\section*{Factorising the coupled-cluster doubles equations: where the sixth power comes from}

\subsection*{Premises and conventions}

Indices $i,j,k,l$ label the $O$ occupied and $a,b,c,d$ the $V$ virtual spin orbitals of a Hartree--Fock reference $|0\rangle$, so $f_{ia}=0$. Repeated indices are summed over their full range. Integrals are $\langle pq\|rs\rangle=\langle pq|rs\rangle-\langle pq|sr\rangle$ in physicists' order, and $P(ij)X_{ij}=X_{ij}-X_{ji}$. The cluster operator is $T=\frac14 t_{ij}^{ab}\,a^\dagger b^\dagger j\,i$, with $t$ antisymmetric in $ij$ and in $ab$.

The cost model has three rules. Integrals and amplitudes are dense arrays. A contraction is done by plain multiply-adds. A contraction therefore costs the product of the ranges of all distinct indices that appear in it, and the number of these indices is its \emph{order}. All costs are per evaluation of the residual, that is per iteration.

\subsection*{Step 1: the residual is at most quadratic}

The amplitudes solve $R_{ij}^{ab}=\langle\Phi_{ij}^{ab}|e^{-T}He^{T}|0\rangle=0$. A piece of $H$ that changes the excitation rank by $r$, with $-2\le r\le2$, reaches a double excitation together with $n$ factors $T$ only if $r+2n=2$. This leaves $n=0,1,2$ with $r=2,0,-2$. The only piece with $r=-2$ is $K=\frac14\langle kl\|cd\rangle\,k^\dagger l^\dagger d\,c$. Wick's theorem applied to the nested commutators gives
\begin{align}
R_{ij}^{ab}={}&\langle ab\|ij\rangle+P(ab)f_{bc}t_{ij}^{ac}-P(ij)f_{kj}t_{ik}^{ab}\nonumber\\
&+\tfrac12\langle ab\|cd\rangle t_{ij}^{cd}+\tfrac12\langle kl\|ij\rangle t_{kl}^{ab}+P(ij)P(ab)\,t_{ik}^{ac}\langle kb\|cj\rangle\nonumber\\
&+Q_{\rm lad}+Q_{\rm ring}+Q_{\rm v}+Q_{\rm o},\label{eq:res}
\end{align}
\begin{align}
Q_{\rm lad}&=\tfrac14\langle kl\|cd\rangle\,t_{ij}^{cd}\,t_{kl}^{ab}, &
Q_{\rm ring}&=\tfrac12P(ij)P(ab)\langle kl\|cd\rangle\,t_{ik}^{ac}\,t_{jl}^{bd},\nonumber\\
Q_{\rm v}&=-\tfrac12P(ab)\langle kl\|cd\rangle\,t_{ij}^{ac}\,t_{kl}^{bd}, &
Q_{\rm o}&=-\tfrac12P(ij)\langle kl\|cd\rangle\,t_{ik}^{ab}\,t_{jl}^{cd}.\label{eq:quad}
\end{align}
The signs and factors can be tested without diagrams. Since $K|0\rangle=0$ and $KT|0\rangle=E_c|0\rangle$ with $E_c=\frac14\langle kl\|cd\rangle t_{kl}^{cd}$, the double commutator $\frac12[[K,T],T]=\frac12KT^2-TKT+\frac12T^2K$ yields
\begin{equation}
Q_{\rm lad}+Q_{\rm ring}+Q_{\rm v}+Q_{\rm o}=\langle\Phi_{ij}^{ab}|\tfrac12KT^2|0\rangle-E_c\,t_{ij}^{ab}.\label{eq:test}
\end{equation}
For two electrons $T^2|0\rangle=0$, and direct evaluation of \eqref{eq:quad} gives $Q_{\rm lad}=E_ct$, $Q_{\rm o}=-2E_ct$ and $Q_{\rm ring}=-Q_{\rm v}$, which sum to $-E_ct$ as required. Equation \eqref{eq:test} holds for arbitrary antisymmetric arrays, so it makes a good unit test for new code.

\subsection*{Step 2: a counting rule for three tensors}

Each term in \eqref{eq:quad} carries eight distinct indices, four external and four summed. A single loop nest over all of them costs $O^4V^4$. The structure that lowers this cost is the same in every term. The factors $T$ contain only excitation operators and cannot contract with each other, so all four summed indices sit on $\langle kl\|cd\rangle$. One amplitude shares $n$ of them and the other $4-n$. The commutators require each amplitude to share at least one, so $n=1,2,3$.

Multiplication distributes over the sums, so any two of the three tensors may be contracted first, summing every index that the third does not carry. There are exactly three pairings.
\begin{enumerate}
\item Integral with the amplitude that shares $n$ indices. The first step has $4+4-n=8-n$ distinct indices. The intermediate keeps $8-2n$ of them. The second step joins it to the other amplitude, which shares $4-n$ indices with it, so its order is $(8-2n)+4-(4-n)=8-n$.
\item Integral with the other amplitude. The same argument gives order $8-(4-n)=4+n$ for both steps.
\item Amplitude with amplitude. No index is shared, so this is an outer product of order eight.
\end{enumerate}
The best order is $8-\max(n,4-n)$. It is six for a $2+2$ split and five for a $3+1$ split, and it never exceeds six. Up to antisymmetry the set $\{k,l,c,d\}$ has two $2+2$ splits, $kl|cd$ and $kc|ld$, and two $3+1$ splits, $kld|c$ and $lcd|k$. These are the four terms of \eqref{eq:quad}, so the following list is complete.
\begin{center}
\begin{tabular}{llll}
\hline
term & first partner of $\langle kl\|cd\rangle$ & intermediate & cost of each of the two steps\\
\hline
$Q_{\rm lad}$ & $t_{ij}^{cd}$ & $W_{klij}$ & $O^4V^2$\\
 & $t_{kl}^{ab}$ & $W_{abcd}$ & $O^2V^4$\\
$Q_{\rm ring}$ & either amplitude & $W_{kbcj}$ & $O^3V^3$\\
$Q_{\rm v}$ & $t_{kl}^{bd}$ & $F_{bc}$ & $O^2V^3$\\
 & $t_{ij}^{ac}$ & six indices & $O^4V^3$\\
$Q_{\rm o}$ & $t_{jl}^{cd}$ & $F_{kj}$ & $O^3V^2$\\
 & $t_{ik}^{ab}$ & six indices & $O^3V^4$\\
\hline
\end{tabular}
\end{center}
For $V>O$ the first row of each term is the cheapest ordering.

\subsection*{Step 3: merging with the linear terms}

The second step of each chosen ordering has the same index pattern as a linear term of \eqref{eq:res}. The intermediate is therefore added to the bare array before the contraction:
\begin{align}
W_{klij}&=\langle kl\|ij\rangle+\tfrac12\langle kl\|cd\rangle t_{ij}^{cd}, &
W_{kbcj}&=\langle kb\|cj\rangle+\tfrac12\langle kl\|cd\rangle t_{jl}^{bd},\nonumber\\
F_{bc}&=f_{bc}-\tfrac12\langle kl\|cd\rangle t_{kl}^{bd}, &
F_{kj}&=f_{kj}+\tfrac12\langle kl\|cd\rangle t_{jl}^{cd},\label{eq:int}
\end{align}
\begin{align}
R_{ij}^{ab}={}&\langle ab\|ij\rangle+P(ab)F_{bc}t_{ij}^{ac}-P(ij)F_{kj}t_{ik}^{ab}+\tfrac12W_{klij}t_{kl}^{ab}\nonumber\\
&+P(ij)P(ab)\,t_{ik}^{ac}W_{kbcj}+\tfrac12\langle ab\|cd\rangle t_{ij}^{cd}.\label{eq:fact}
\end{align}
Inserting \eqref{eq:int} returns \eqref{eq:res} term by term, so the factorisation is exact. After merging, each quadratic term costs only the build of its intermediate. The alternative for $Q_{\rm lad}$ is $W_{abcd}=\langle ab\|cd\rangle+\frac12\langle kl\|cd\rangle t_{kl}^{ab}$ in the last term, with bare $\langle kl\|ij\rangle$ in the hole ladder. Its build costs $(V/O)^2$ times as much as that of $W_{klij}$. Splitting $Q_{\rm lad}$ between the two intermediates is also exact, but it pays for both builds.

The last term of \eqref{eq:fact}, the particle--particle ladder, has only two tensors and no ordering to choose. It costs $O^2V^4$, so within the cost model the residual cannot fall below sixth order, and \eqref{eq:fact} reaches that bound.

\subsection*{Step 4: prefactors}

Which sixth-order term dominates at finite $V/O$ depends on prefactors. The ladders are matrix products over antisymmetric pairs. Restricting to $i<j$, $a<b$, $c<d$ halves each pair range to leading order. The particle ladder then costs $\frac18O^2V^4$ and each hole-ladder step $\frac18O^4V^2$. The ring terms are products of matrices of dimension $OV$ with compound index $(ia)$. With $\mathsf T_{ia,kc}=t_{ik}^{ac}$, $\mathsf K_{kc,ld}=\langle kl\|cd\rangle$ and $\mathsf A_{kc,jb}=\langle kb\|cj\rangle$, and using $t_{jl}^{bd}=t_{lj}^{db}$,
\begin{equation}
\mathsf W=\mathsf A+\tfrac12\mathsf K\mathsf T,\qquad t_{ik}^{ac}W_{kbcj}=(\mathsf T\mathsf W)_{ia,jb}.
\end{equation}
A product of two symmetric matrices is not symmetric in general, and $P(ij)P(ab)$ reads all elements of $\mathsf{TW}$, so this scheme needs two full products. The spin-orbital count is
\begin{equation}
C_{\rm so}=\tfrac18O^2V^4+2\,O^3V^3+\tfrac14O^4V^2+\text{fifth order}.\label{eq:cso}
\end{equation}

For a closed shell, let the indices now run over $o=O/2$ and $v=V/2$ spatial orbitals. The amplitudes $T_{ij}^{ab}=t_{i\alpha j\beta}^{a\alpha b\beta}=T_{ji}^{ba}$ determine all others, since a singlet has $t_{i\alpha j\alpha}^{a\alpha b\alpha}=T_{ij}^{ab}-T_{ij}^{ba}$. The $\alpha\beta$ component of the particle ladder is $\langle ab|cd\rangle T_{ij}^{cd}$. Define $T^{\pm\,cd}_{ij}=\frac12(T_{ij}^{cd}\pm T_{ij}^{dc})$ and $V^\pm_{abcd}=\frac12(\langle ab|cd\rangle\pm\langle ab|dc\rangle)$. A symmetric array contracted with an antisymmetric one vanishes, so
\begin{equation}
\langle ab|cd\rangle T_{ij}^{cd}=V^+_{abcd}T^{+\,cd}_{ij}+V^-_{abcd}T^{-\,cd}_{ij}.
\end{equation}
Because $\langle ab|cd\rangle=\langle ba|dc\rangle$ and $T_{ij}^{cd}=T_{ji}^{dc}$, each product has the same parity in $ab$, $cd$ and $ij$ and runs over packed pairs. Two products of $\frac18o^2v^4$ give $\frac14o^2v^4$. The hole ladder has two steps in two channels, $\frac12o^4v^2$ in all.

In the ring terms, order the spin-conserving pairs as $(\alpha\alpha,\beta\beta)$. Every matrix then has a same-spin block $\mathsf X_s$ on the diagonal and an opposite-spin block $\mathsf X_o$ off it. The combinations $(\alpha\alpha\pm\beta\beta)/\sqrt2$ bring all matrices to block-diagonal form with blocks $\mathsf X_s\pm \mathsf X_o$. For the amplitudes these are the singlet matrix $2T_{ik}^{ac}-T_{ik}^{ca}$ and the triplet matrix $-T_{ik}^{ca}$. The spin-flip blocks $t_{i\alpha k\beta}^{a\beta c\alpha}=-T_{ik}^{ca}$, $-\langle kl|dc\rangle$ and $-\langle kb|jc\rangle$ equal the triplet blocks of $\mathsf T$, $\mathsf K$ and $\mathsf A$ and need no further work. Two channels with two products each cost $4o^3v^3$. The two $F$ intermediates are each built once and applied once. Hence
\begin{equation}
C_{\rm cs}=\tfrac14o^2v^4+4\,o^3v^3+\tfrac12o^4v^2+2\,(o^2v^3+o^3v^2).\label{eq:ccs}
\end{equation}
Each sixth-order term is 32 times smaller than in \eqref{eq:cso}. In both counts the ratio of particle ladder to rings is $v/(16\,o)$. The ladder dominates as $v/o\to\infty$, but it overtakes the rings only at $v/o=16$. A code that uses $T_{ij}^{ab}=T_{ji}^{ba}$ without the $\pm$ packing pays $\frac12o^2v^4$ and crosses over at $v/o=8$.

\subsection*{Step 5: crystal momentum and natural orbitals}

In a crystal each index is a band and one of $N_k$ k-points, and $o,v$ now count bands per k-point. Every tensor conserves crystal momentum modulo a reciprocal lattice vector. A binary contraction of order $m$ has $m$ k-labels and two independent constraints, which leaves $N_k^{m-2}$ combinations. The sixth-order terms of \eqref{eq:ccs} acquire $N_k^4$ and the fifth-order terms $N_k^3$. The unfactorised loop has eight labels and three constraints, hence $N_k^5$. The ratios among sixth-order terms do not depend on $N_k$.

Natural-orbital truncation diagonalises the virtual block of the second-order density matrix, $D_{ab}=\frac12 t_{ij}^{ac}(t_{ij}^{bc})^*$ with first-order spin-orbital amplitudes. It is block diagonal in k and is built once at fifth order in the parent basis. We keep the $v$ eigenvectors of largest occupation at each k-point and rediagonalise the Fock matrix in the kept space. Equation \eqref{eq:fact} keeps its form under unitary rotations among virtual orbitals, so the truncation changes nothing in the count but the value of $v$.

\subsection*{Range of validity}

The optimality claim concerns the order of each term among binary orderings of dense tensors. The prefactors in \eqref{eq:cso} and \eqref{eq:ccs} belong to the scheme described and are not lower bounds. Local correlation, low-rank compression of amplitudes, tensor hypercontraction of integrals and fast matrix multiplication lie outside the cost model. Space-group symmetry, time reversal and Hermiticity of the integrals are not used. The choice of $W_{klij}$ needs $v>o$. The count says nothing about the number of iterations, about memory traffic, or about the energy change caused by truncating the virtual space. Singles can be absorbed into the Hamiltonian as $e^{-T_1}He^{T_1}$. The rank argument of Step 1 and all counts then carry over to the doubles residual with transformed integrals, plus fifth-order transformation work.

The count also assumes stored integrals. If $\langle ab|cd\rangle$ is rebuilt in every iteration from three-index density-fitting factors with $n_{\rm aux}$ auxiliary functions per cell, the half with $a\le b$ costs $\frac12N_k^3v^4n_{\rm aux}$. Relative to the ladder contraction this is $2n_{\rm aux}/(N_ko^2)$. The term is formally of fifth order but can rival the ladder on small meshes.

\subsection*{Illustration: diamond}

The primitive cell has two carbon atoms. With the $1s$ cores frozen, $o=4$. A triple-zeta parent basis contracted to $4s3p2d1f$ has 30 functions per atom and 60 per cell. Six of the resulting bands are occupied, leaving 54 virtual bands. We take a $\Gamma$-centred $3\times3\times3$ mesh, $N_k=27$, and the same $v$ at each k-point. One complex multiply-add is 8 real floating-point operations. The table evaluates the sixth-order terms of \eqref{eq:ccs} times $8N_k^4$, in Tflop ($10^{12}$ operations) per iteration.
\begin{center}
\begin{tabular}{rrrrrr}
\hline
$v$ & particle ladder & rings & hole ladder & sixth-order sum & particle-ladder share\\
\hline
12 & 0.353 & 1.88 & 0.0784 & 2.31 & 15\,\%\\
24 & 5.64 & 15.0 & 0.313 & 21.0 & 27\,\%\\
36 & 28.6 & 50.8 & 0.705 & 80.0 & 36\,\%\\
54 & 145 & 171 & 1.59 & 318 & 46\,\%\\
\hline
\end{tabular}
\end{center}
The fifth-order terms add 0.5\,\% at $v=12$ and less at larger $v$. Diagonal pairs change the packed ladder counts by less than $2\times10^{-4}$ in relative terms, because their first-order effect cancels between the $+$ and $-$ channels.

The crossover lies at $v=16\,o=64$, above the parent basis, so the rings are the largest item in every row. Truncating from 54 to 24 virtual bands lowers the sum by a factor of 15, where a pure $v^4$ law would give 26. The effective exponent over this range is 3.3.

At $v=24$ the unfactorised $Q_{\rm lad}$ has $\frac18N_k^5o^4v^4$ packed terms, which is $N_kv^2/4=3888$ times the two hole-ladder steps. Even at one complex multiply-add per term this is $1.2\times10^3$ Tflop. The route through $W_{abcd}$ has a build $(v/o)^2=36$ times dearer than that of $W_{klij}$ and would raise the sum by 26\,\%.

Memory points the same way. At 16 bytes per complex number the packed $V^\pm$ arrays, $\frac12N_k^3v^4$ elements, take 1.34\,TB at $v=54$ and 52\,GB at $v=24$, while packed $W_{klij}$ takes 40\,MB. If the four-virtual integrals are rebuilt in each iteration with a typical $n_{\rm aux}\approx180$, three times the orbital basis, the rebuild costs 0.83 of the ladder contraction. Ladder plus rebuild then overtake the rings near $v=35$.